**Question.** I am looking at the gap of a single SnSe₂ sheet under strain. It grows as the sheet is stretched, but the last step looks small. What should I expect at 3 and 4 %: more growth, a plateau or a turn?

SnSe2 monolayer (1T) under equal strain of both in-plane lengths, computed with Ansatz 0.2.0 (plane-wave PAW) using r2SCAN with spin–orbit coupling and a 12×12×1 k mesh; atoms relaxed with r2SCAN at each strain. Changes and energy rises are relative to the unstrained sheet (a = 3.835 Å); gaps are the smallest found over the k mesh and a few named points.

```tsv
strain (%)	band gap (eV)	band gap change (eV)	least direct gap change (eV)	energy rise per atom (meV)
-4	0.860	-0.247	0.006	40.4
-3	0.930	-0.176	0.011	22.1
-2	0.994	-0.113	0.011	9.6
-1	1.050	-0.056	0.006	2.4
1	1.156	0.050	-0.012	2.1
2	1.190	0.084	-0.025	8.4
3	?	?	?	?
4	?	?	?	?
```

**Answer.** The sheet is strained equally along both in-plane directions, with vacuum above it; the cell height is the same in every run, and the Se atoms relax along the normal. The gap rises at every known step. The least direct gap, between states at the same wave vector $k$, varies far less. The bands therefore do not simply move apart: different parts of the band structure respond differently to strain.

Orbital chemistry suggests why. The valence top consists mainly of Se 4p states, pushed up by antibonding contact between neighbouring Se atoms, and the conduction bottom is an antibonding mix of Sn 5s and Se 4p. Stretching weakens both contacts, so both edges should fall, and the gap opens if the valence top falls faster. The orbital characters are assumed here, not computed, but part of the picture can be tested. In every known run both the conduction bottom and the least direct gap lie at M, so the direct gap less the gap is the height of the valence top above the valence band at M. It shrinks from 0.580 eV at −4 % to 0.266 eV at 1 %: the gap opens mainly because the upper valence band flattens.

A simple model follows. For one fixed pair of band edges, the gap change $\Delta$ is a smooth function of the strain $s$ in per cent, $\Delta = as + bs^2$. The gap in the table is the smallest over all pairs. If another pair takes over, the curve can only bend downwards, because the old pair is still there and its gap remains a ceiling.

Row 2 looks like such a takeover. I fitted the formula to the rows from −4 to 1 %, which it matches to about 0.002 eV. Continued to 2 %, a row left out of that fit, it lies 0.01 eV too high. That is a small signal, and three of the five fitted rows, like the unstrained reference, carry a warning about a rough potential in thin density. The edge positions back it up, however: the valence top lies at Γ up to 1 % and about 0.15 of a reciprocal vector away, towards M, at 2 %, while the conduction bottom stays at M.

The old and new branches therefore cross somewhere between 1 and 2 %. I place the crossing halfway and draw a straight line from there through row 2. The old branch at the crossing gives

$$\Delta(1.5) = 0.0520\times1.5 - 0.00238\times1.5^2 = 0.0727\ \text{eV}.$$

Row 2 has $\Delta = 0.084$ eV, so the new slope is

$$\frac{0.084-0.0727}{0.5} = 0.0226\ \text{eV per \%}.$$

Adding one and two such steps to the gap of 1.190 eV at 2 % gives the forecast. Its range, meant to hold about two times in three, runs from a late crossing at 1.85 % to an early one just above 1 %, with the edges rounded outwards:

- gap at 3 %: 1.21 eV (1.16 to 1.23 eV);
- gap at 4 %: 1.235 eV (1.13 to 1.26 eV).

So I expect slower growth, with a downward turn still possible. A single parabola through all known rows, with no takeover, would give about 1.23 and 1.25 eV.

The other two columns run smoothly through row 2, so I continue them with smooth curves fitted to all known rows. For the energy I use a quadratic and a cubic term, since bonds soften when stretched and stretching should cost less than equal compression.

- least direct gap change: −0.044 ± 0.008 eV at 3 % and −0.066 ± 0.015 eV at 4 %;
- energy rise per atom: 18.3 ± 0.3 meV at 3 % and 31.4 ± 0.8 meV at 4 %.

Here are the computed values.

The withheld rows as computed:

```tsv
strain (%)	band gap (eV)	band gap change (eV)	least direct gap change (eV)	energy rise per atom (meV)
3	1.216	0.109	-0.043	18.4
4	1.234	0.128	-0.064	31.9
```

The gap keeps growing, more slowly, and both values fall within 0.01 eV of the forecast. That is much closer than the stated range justified. The single parabola ends up too high by about 0.01 eV at 3 % and 0.02 eV at 4 %, so the small deviation at 2 % was the start of a real change in the trend.

The details of my straight line were nevertheless wrong. From 1 % on, the gap gains 0.034, 0.026 and 0.018 eV in successive steps, which is a gentle curve, not a line. It joins the older, steeper trend shortly after 1 %, where the valence top is still at Γ, and so earlier than I had assumed. Placing the crossing too late made my slope too small at first, and ignoring the curvature made it too large later; the two errors nearly cancelled.

The least direct gap missed by only 0.001 and 0.002 eV, with the computed decrease slightly smaller than forecast. Its smooth course shows that the bend belongs to the indirect gap and is not a change shared by all bands. The runs show which edge is responsible: the conduction bottom stays at M throughout, while the valence top, once off Γ, sits at about 0.15 to 0.17 of the way along the reciprocal vector at 2 to 4 %. A large move between 1 and 2 % followed by small ones points to a second maximum overtaking Γ, though only mesh points and a few named points were searched. The mesh matters little: at 2 % the extra point searched lowers the gap by only 0.0015 eV.

The energy forecast was 0.1 meV too low at 3 % and 0.5 meV too low at 4 %, both within range. A missing fourth-power term is not the likely cause: averaged over stretching and compression of equal size, the energy follows the square of the strain within rounding. That average gives 2.259 meV per %² at 4 % against the fitted 2.244, which covers about half of the miss; the known rows lean towards compression and separate the terms imperfectly. A small linear term, which the fit leaves out, may also contribute. Such a term is plausible, since the cell was relaxed without spin–orbit coupling and so need not be exactly free of stress here. The energy gives no sign that the sheet has jumped to another structure, but this is a weak test: the atoms were relaxed within the symmetry of a three-atom cell, so a distortion that breaks that symmetry or needs a larger cell could not have appeared.



Stretching along one direction only would be a different case. The conduction bottom at M comes as three valleys that are equal by symmetry, and the new valence top as six. Equal in-plane strain keeps them equal, whereas one-directional strain is expected to split them, and the member that gives the smallest gap then takes control. If the M valleys split linearly with strain, I would expect a kink at zero strain itself.

The fits and their misses are printed below. What remains open is whether the gap passes through a maximum beyond 4 %, as its shrinking steps suggest; runs at 5 to 7 % would settle that. Bands drawn from Γ to M between 1 and 2 % would fix the strain at which the valence top leaves Γ.

Printed output of the fit:

```
fit of band_gap_change on 5 rows (strain < 1.5): coefficient of strain 0.05202 +/- 0.00076, coefficient of strain**2 -0.002377 +/- 0.00022; rms 0.00109, worst -1 0.0016, leave-one-out rms 0.00226
  rows outside the fit (model, value, miss): 2 0.09453, 0.084, 0.0105; 3 0.1347, 0.109, 0.0257; 4 0.1701, 0.128, 0.0421
fit of band_gap_change on 6 rows: coefficient of strain 0.04954 +/- 0.00082, coefficient of strain**2 -0.003098 +/- 0.00025; rms 0.00239, worst 1 -0.00355, leave-one-out rms 0.00499
  rows outside the fit (model, value, miss): 3 0.1207, 0.109, 0.0117; 4 0.1486, 0.128, 0.0206
fit of least_direct_gap_change on 6 rows: coefficient of strain -0.009021 +/- 0.00026, coefficient of strain**2 -0.001854 +/- 8.1e-05; rms 0.000768, worst -1 0.00117, leave-one-out rms 0.00123
  rows outside the fit (model, value, miss): 3 -0.04375, -0.043, -0.00075; 4 -0.06575, -0.064, -0.00175
fit of energy_rise_per_atom on 6 rows: coefficient of strain**2 2.244 +/- 0.0094, coefficient of strain**3 -0.07032 +/- 0.0026; rms 0.0527, worst -1 -0.0852, leave-one-out rms 0.0685
  rows outside the fit (model, value, miss): 3 18.3, 18.4, -0.0982; 4 31.41, 31.9, -0.489
Gap of the unstrained sheet, eV: 1.106
Old branch less computed gap change at 2 %, eV: 0.01053
Slope of the new branch with the crossing halfway, eV per %: 0.02263
Forecast gap at 3 and 4 %, eV: 1.213, 1.236
Lower edge of the range at 3 and 4 %, eV: 1.163, 1.136
Upper edge of the range at 3 and 4 %, eV: 1.224, 1.258
Smooth parabola, gap at 3 and 4 %, eV: 1.227, 1.255
Ceiling from the old branch at 3 and 4 %, eV: 1.241, 1.276
Computed gap at 3 and 4 %, eV: 1.216, 1.234
Forecast less computed gap at 3 and 4 %, eV: -0.003035, 0.001597
Gap slope from 2 to 3 and from 3 to 4 %, eV per %: 0.026, 0.018
```
